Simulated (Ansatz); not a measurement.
**Abstraction of F: C3H7FO + C2HF4O → C3H7O + C2HF5O**

Species: C3H7FO (2-fluoroethyl methyl ether) `COCCF`, singlet; C2HF4O `F[C](F)OC(F)F`, doublet; C3H7O `[CH2]COC`, doublet; C2HF5O ((difluoromethoxy)(trifluoro)methane) `FC(F)OC(F)(F)F`, singlet. A radical takes F: the energy is the difference in strength between two C–F bonds in different surroundings.

Shapes, held fixed at every level: PBE0-D4/def2-TZVP. Flexible molecules stand in one conformer, not always the lowest. Programs: Ansatz 0.2.0. Electronic energies: no zero-point or thermal term.

(1) Estimate ΔE of this reaction.

## Answers

(1) The highest level, CCSD(T)/CBS estimate, gives ΔE = -61.3 kJ/mol; the levels span -64.6 to -46.1. The column of differences is taken from that level and isn't an error. No measured value is set beside it here. Open shells run unrestricted unless RO is named. The CBS estimate extrapolates MP2 from def2-TZVPP and def2-QZVPP and adds CCSD(T) − MP2 in the triple-zeta set, cores frozen. Times are processor times on shared x86 and Arm servers, and rough.

```json
{"level": "PBE-D4/def2-TZVPP", "kind": "GGA", "ΔE (kJ/mol)": "-46.1", "less CCSD(T)/CBS estimate": "+15.2", "CPU time (sum over the molecules)": "52 s"}
{"level": "r2SCAN-D4/def2-TZVPP", "kind": "meta-GGA", "ΔE (kJ/mol)": "-63.6", "less CCSD(T)/CBS estimate": "-2.3", "CPU time (sum over the molecules)": "85 s"}
{"level": "PBE0-D4/def2-TZVPP", "kind": "global hybrid", "ΔE (kJ/mol)": "-57.0", "less CCSD(T)/CBS estimate": "+4.3", "CPU time (sum over the molecules)": "71 s"}
{"level": "wB97M-V/def2-TZVPP", "kind": "range-separated hybrid", "ΔE (kJ/mol)": "-64.6", "less CCSD(T)/CBS estimate": "-3.3", "CPU time (sum over the molecules)": "3.2 min"}
{"level": "MP2/def2-TZVPP", "kind": "perturbation theory", "ΔE (kJ/mol)": "-62.5", "less CCSD(T)/CBS estimate": "-1.2", "CPU time (sum over the molecules)": "–"}
{"level": "CCSD(T)/def2-TZVPP", "kind": "coupled cluster or CI", "ΔE (kJ/mol)": "-63.0", "less CCSD(T)/CBS estimate": "-1.7", "CPU time (sum over the molecules)": "13 min"}
{"level": "CCSD(T)/CBS estimate", "kind": "coupled cluster or CI", "ΔE (kJ/mol)": "-61.3", "less CCSD(T)/CBS estimate": "0.0", "CPU time (sum over the molecules)": "16 min"}
```

Fluorine transfer to the fluorinated radical is downhill at every level, by 61.3 kJ/mol at the highest, so the C–F bond formed is clearly stronger than the primary alkyl C–F bond broken. The main reason is geminal substitution: the accepting carbon already carries two fluorines and an ether oxygen, and the new bond completes a CF3O group. There, lone-pair donation into neighbouring C–F σ* orbitals and the attraction between a strongly positive carbon and its fluorines reinforce the bonding. The CH2F carbon of the donor has no such partners, its oxygen being one carbon further away.

PBE gets the direction right but recovers too little of this difference, probably because it describes the crowded, polar CF3O environment less evenly than the isolated C–F bond. Exact exchange isn't the only remedy, since r2SCAN, which has none, lies closer to the reference than PBE0. The driving force doesn't imply a fast reaction: fluorine abstraction by carbon radicals usually faces a high barrier, and hydrogen abstraction from the ether would compete.
